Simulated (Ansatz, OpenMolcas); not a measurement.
# HfH2Cl2O2 (SMILES Cl[Hf](Cl)(O)O): methods side by side

HfH2Cl2O2 has 7 atoms, charge 0, and is taken as a singlet. As SMILES, `Cl[Hf](Cl)(O)O`. Geometry: relaxed at PBE0-D4/def2-TZVP. This is one conformer, not always the lowest.

Quantity: the vertical ionisation energy (to the doublet cation), in eV. The values are calculated.

```json
{"level": "HF/def2-SVP (core potential)", "kind": "Hartree–Fock", "program": "Ansatz", "value (eV)": "10.84", "less CCSD(T)/def2-SVP": "-0.33"}
{"level": "PBE/def2-SVP (core potential)", "kind": "GGA", "program": "OpenMolcas", "value (eV)": "10.29", "less CCSD(T)/def2-SVP": "-0.88"}
{"level": "r2SCAN/def2-SVP (core potential)", "kind": "meta-GGA", "program": "Ansatz", "value (eV)": "10.67", "less CCSD(T)/def2-SVP": "-0.50"}
{"level": "M06-2X/def2-SVP (core potential)", "kind": "hybrid meta-GGA", "program": "OpenMolcas", "value (eV)": "11.40", "less CCSD(T)/def2-SVP": "+0.23"}
{"level": "CAM-B3LYP/def2-SVP (core potential)", "kind": "range-separated hybrid", "program": "Ansatz", "value (eV)": "11.19", "less CCSD(T)/def2-SVP": "+0.02"}
{"level": "B2PLYP/def2-SVP (core potential)", "kind": "double hybrid", "program": "Ansatz", "value (eV)": "10.94", "less CCSD(T)/def2-SVP": "-0.23"}
{"level": "MP2/def2-SVP (core potential)", "kind": "perturbation theory", "program": "Ansatz", "value (eV)": "11.36", "less CCSD(T)/def2-SVP": "+0.19"}
{"level": "CCSD(T)/def2-SVP (core potential)", "kind": "coupled cluster or CI", "program": "Ansatz", "value (eV)": "11.17", "less CCSD(T)/def2-SVP": "0.00"}
{"level": "CCSD/def2-SVP (core potential)", "kind": "coupled cluster or CI", "program": "Ansatz", "value (eV)": "11.24", "less CCSD(T)/def2-SVP": "+0.07"}
```

CCSD(T)/def2-SVP (core potential) is the highest level here, not the true value. Spin-orbit coupling is left out. The values span 10.29 to 11.40 eV.

The correlated wavefunction methods place the vertical ionisation energy a little above 11 eV, and the step from CCSD to CCSD(T) lowers it by only 0.07 eV, so the treatment of correlation looks nearly settled within this basis. Hafnium is formally Hf(IV), with an empty 5d shell, so the electron should come from chlorine and oxygen lone pairs rather than from a metal-centred orbital. PBE and r2SCAN lie well below the coupled-cluster value, probably because semilocal exchange overstabilises a hole shared among the ligands, whereas Hartree–Fock falls low by missing the greater correlation energy of the neutral molecule. Exact exchange alone does not order the results: B2PLYP lies below CAM-B3LYP, and Hartree–Fock lower still. The near coincidence of CAM-B3LYP with CCSD(T) is therefore a useful match for this molecule, not evidence of general accuracy for hafnium compounds. Because every value shares one small basis, the agreement among methods says nothing about the remaining basis-set error, which for correlated ionisation energies usually means an underestimate.
